**Conformer order, gaps and reversal thresholds for CH₃CHF(CH₂)₃CH(CH₃)CF₃**

The table holds six gas-phase conformers of one stereoisomer of C₈H₁₄F₄, with torsions, GFN2-xTB energies, PBE0-D3(BJ)/def2-SVP single-point energies on GFN2-xTB geometries, free energies at 298.15 K, Boltzmann weights and dipoles. The program fits nothing: it converts the end torsions to those of CH₃ and CF₃, compares orders and gaps at the three levels, checks whether the two end rotations add, and evaluates an Onsager threshold for a solvent-driven reversal. Conformer 1, with the chain extended, is lowest at all levels, by 0.45, 0.30 and 0.64 kcal/mol, while conformers 2 to 4 span only 0.18 kcal/mol in free energy and change order with the method. The end rotations fall short of additivity by 0.36 to 0.58 kcal/mol. The crude Onsager term would put conformer 2 first only for a cavity radius below 3.0 Å, against a rough molecular radius of 4.1 Å. The recomputed weights and mixing entropy are consistency checks, and the six conformers cover 81.7 % of the GFN2-xTB weight.

Conformers of one stereoisomer of CH₃CHF(CH₂)₃CH(CH₃)CF₃ without solvent, computed with PySCF 2.14.0 and tblite 0.8.0: PBE0-D3(BJ)/def2-SVP energies at GFN2-xTB geometries. Free energies add GFN2-xTB quasi-harmonic terms at 298.15 K to the DFT energies, and the Boltzmann weights are normalised over the six conformers kept.

## Analysis program

```python
# Table: six conformers of C[C@H](F)CCC[C@H](C)C(F)(F)F; relative GFN2-xTB energies (tblite), PBE0-D3(BJ)/def2-SVP
# single points (PySCF) on GFN2-xTB geometries, free energies at 298.15 K, weights, dipoles; gas phase.
# Tested: order and gaps at each level, additivity of the two end rotations, dipole change needed to reverse the order.
T = {
    'conformer_number': [1, 2, 3, 4, 5, 6],
    'conformer_torsions_in_degrees': ['(62,-178,-176,-69)', '(63,-171,-62,-63)', '(63,77,-174,-67)', '(65,-177,179,-158)', '(171,-174,-174,-67)', '(169,-177,172,-172)'],
    'conformer_gfn2_energy_at_gfn2_minimum': [0.0, 0.61, 0.68, 0.45, 0.77, 0.86],  # kcal/mol
    'conformer_dft_energy': [0.0, 0.3, 0.53, 0.66, 1.06, 1.34],  # kcal/mol
    'conformer_free_energy': [0.0, 0.64, 0.75, 0.82, 1.09, 1.33],  # kcal/mol
    'conformer_weight': [46.7, 16.0, 13.2, 11.7, 7.5, 4.9],  # %
    'conformer_dipole': [2.21, 2.71, 2.32, 1.92, 2.51, 1.6],  # D
}
import re
import itertools
import numpy as np
from scipy import constants as c
n = [int(x) for x in T['conformer_number']]
tor = np.array([[float(v) for v in re.findall(r'-?\d+\.?\d*', str(s))] for s in T['conformer_torsions_in_degrees']])
X, E, G, W, mu = (np.array(T['conformer_' + k], float) for k in
                  ('gfn2_energy_at_gfn2_minimum', 'dft_energy', 'free_energy', 'weight', 'dipole'))
kcal = 1000 * c.calorie
RT = c.R * 298.15 / kcal
wrap = lambda a: (a + 180) % 360 - 180
boltz = lambda e: 100 * np.exp(-e / RT) / np.exp(-e / RT).sum()
row = lambda a, f: ' '.join(f % v for v in a)
lv = (('GFN2', X), ('DFT', E), ('G', G))
print('Energies in kcal/mol; RT = %.3f; rounding 0.005 per entry' % RT)
print('Torsions in deg (CH3(1) and CF3 from SMILES handedness, ideal 120 deg offsets); g gauche, a anti')
print('row   F3  CH3(1)  C4-C5  C5-C6  CH3(8)  CF3   pattern  gauche count')
for i in range(6):
    t = [tor[i, 0], wrap(tor[i, 0] + 120), tor[i, 1], tor[i, 2], tor[i, 3], wrap(tor[i, 3] - 120)]
    p = ''.join('g' if abs(v) < 120 else 'a' for v in t)
    print('%d  ' % n[i], row(t, '%6.0f'), ' ', p, ' ', p.count('g'))
for name, e in lv:
    o = np.argsort(e)
    print('%-4s order %s; successive gaps %s' % (name, row(np.array(n)[o], '%d'), row(np.diff(e[o]), '%.2f')))
sw = [(n[i], n[j]) for i, j in itertools.combinations(range(6), 2) if (X[i] - X[j]) * (E[i] - E[j]) < 0]
print('Pairs swapped between GFN2 and DFT: %s (%d of 15)' % (sw, len(sw)))
print('DFT - GFN2, rows 1-6: %s; rms rows 2-6 %.2f' % (row(E - X, '%+.2f'), np.sqrt(np.mean((E - X)[1:] ** 2))))
print('G - DFT (thermal terms), rows 1-6:', row(G - E, '%+.2f'))
print('Spread of G over rows 2-4: %.2f (%.2f RT); lead of row 1 in G: %.2f RT' % (np.ptp(G[1:4]), np.ptp(G[1:4]) / RT, G[1] / RT))
print('Additivity of the end changes (sum rounding up to 0.015):')
for name, e in lv:
    print('  %-4s row4 + row5 = %.2f, row6 = %.2f, row6 - sum = %+.2f; row6 - row5 = %.2f, row6 - row4 = %.2f'
          % (name, e[3] + e[4], e[5], e[5] - e[3] - e[4], e[5] - e[4], e[5] - e[3]))
for name, e in lv:
    print('Weights in %% from %-4s: %s' % (name, row(boltz(e), '%.1f')))
print('Largest gap, weights from G against table: %.2f points' % np.abs(boltz(G) - W).max())
w = W / W.sum()
print('Row 1 %.1f %%, others %.1f %%; row 1 / row 2 = %.2f' % (W[0], W[1:].sum(), W[0] / W[1]))
print('Mixing entropy %.2f cal/(mol K); six equal rows would give %.2f'
      % (-c.R / c.calorie * (w * np.log(w)).sum(), c.R / c.calorie * np.log(6)))
cov = 0.817  # share of GFN2-xTB weight covered by the six rows, further output of the same run
print('Covered %.1f %%, missing %.1f %%; row 1 if that share carried over to DFT: %.0f %%' % (100 * cov, 100 * (1 - cov), W[0] * cov))
print('An illustrative error of 0.05 changes a weight ratio by %.0f %%; 0.3 by a factor %.1f'
      % (100 * (np.exp(0.05 / RT) - 1), np.exp(0.3 / RT)))
print('Dipole order, rising: %s; weighted mean %.2f D' % (row(np.array(n)[np.argsort(mu)], '%d'), (w * mu).sum()))
print('Correlation of dipole with DFT energy: %.2f (six rows)' % np.corrcoef(mu, E)[0, 1])
d2 = mu ** 2 - mu[0] ** 2
print('mu^2 - mu^2(row 1) in D^2:', row(d2, '%+.2f'))
k = (1e-21 / c.c) ** 2 / (4 * np.pi * c.epsilon_0 * 1e-30) * c.N_A / kcal  # kcal/mol per D^2/A^3
print('Onsager, infinite permittivity: row 2 passes row 1 only for cavity radius below %.1f A' % (0.5 * k * d2[1] / G[1]) ** (1 / 3))
a = (3 * 186 / 1.1 / c.N_A * 1e24 / (4 * np.pi)) ** (1 / 3)  # molar mass 186 g/mol; 1.1 g/cm3 is a rough guessed density
print('Sphere of rough molecular volume: radius %.1f A; crude shifts vs row 1: %s' % (a, row(0.0 - 0.5 * k * d2[1:] / a ** 3, '%+.1f')), '(rows 2-6)')
assert all(np.argmin(e) == 0 for _, e in lv)
assert all(set(np.argsort(e)[-2:]) == {4, 5} for _, e in lv)
assert all(e[5] < e[3] + e[4] - 0.1 for _, e in lv)
assert np.abs(boltz(G) - W).max() < 0.5
```

Output:

```
Energies in kcal/mol; RT = 0.592; rounding 0.005 per entry
Torsions in deg (CH3(1) and CF3 from SMILES handedness, ideal 120 deg offsets); g gauche, a anti
row   F3  CH3(1)  C4-C5  C5-C6  CH3(8)  CF3   pattern  gauche count
1       62   -178   -178   -176    -69    171   gaaaga   2
2       63   -177   -171    -62    -63    177   gaagga   3
3       63   -177     77   -174    -67    173   gagaga   3
4       65   -175   -177    179   -158     82   gaaaag   2
5      171    -69   -174   -174    -67    173   agaaga   2
6      169    -71   -177    172   -172     68   agaaag   2
GFN2 order 1 4 2 3 5 6; successive gaps 0.45 0.16 0.07 0.09 0.09
DFT  order 1 2 3 4 5 6; successive gaps 0.30 0.23 0.13 0.40 0.28
G    order 1 2 3 4 5 6; successive gaps 0.64 0.11 0.07 0.27 0.24
Pairs swapped between GFN2 and DFT: [(2, 4), (3, 4)] (2 of 15)
DFT - GFN2, rows 1-6: +0.00 -0.31 -0.15 +0.21 +0.29 +0.48; rms rows 2-6 0.31
G - DFT (thermal terms), rows 1-6: +0.00 +0.34 +0.22 +0.16 +0.03 -0.01
Spread of G over rows 2-4: 0.18 (0.30 RT); lead of row 1 in G: 1.08 RT
Additivity of the end changes (sum rounding up to 0.015):
  GFN2 row4 + row5 = 1.22, row6 = 0.86, row6 - sum = -0.36; row6 - row5 = 0.09, row6 - row4 = 0.41
  DFT  row4 + row5 = 1.72, row6 = 1.34, row6 - sum = -0.38; row6 - row5 = 0.28, row6 - row4 = 0.68
  G    row4 + row5 = 1.91, row6 = 1.33, row6 - sum = -0.58; row6 - row5 = 0.24, row6 - row4 = 0.51
Weights in % from GFN2: 37.7 13.5 12.0 17.7 10.3 8.8
Weights in % from DFT : 38.3 23.1 15.7 12.6 6.4 4.0
Weights in % from G   : 46.8 15.9 13.2 11.7 7.4 5.0
Largest gap, weights from G against table: 0.11 points
Row 1 46.7 %, others 53.3 %; row 1 / row 2 = 2.92
Mixing entropy 3.00 cal/(mol K); six equal rows would give 3.56
Covered 81.7 %, missing 18.3 %; row 1 if that share carried over to DFT: 38 %
An illustrative error of 0.05 changes a weight ratio by 9 %; 0.3 by a factor 1.7
Dipole order, rising: 6 4 1 3 5 2; weighted mean 2.26 D
Correlation of dipole with DFT energy: -0.50 (six rows)
mu^2 - mu^2(row 1) in D^2: +0.00 +2.46 +0.50 -1.20 +1.42 -2.32
Onsager, infinite permittivity: row 2 passes row 1 only for cavity radius below 3.0 A
Sphere of rough molecular volume: radius 4.1 A; crude shifts vs row 1: -0.3 -0.1 +0.1 -0.2 +0.2 (rows 2-6)
```
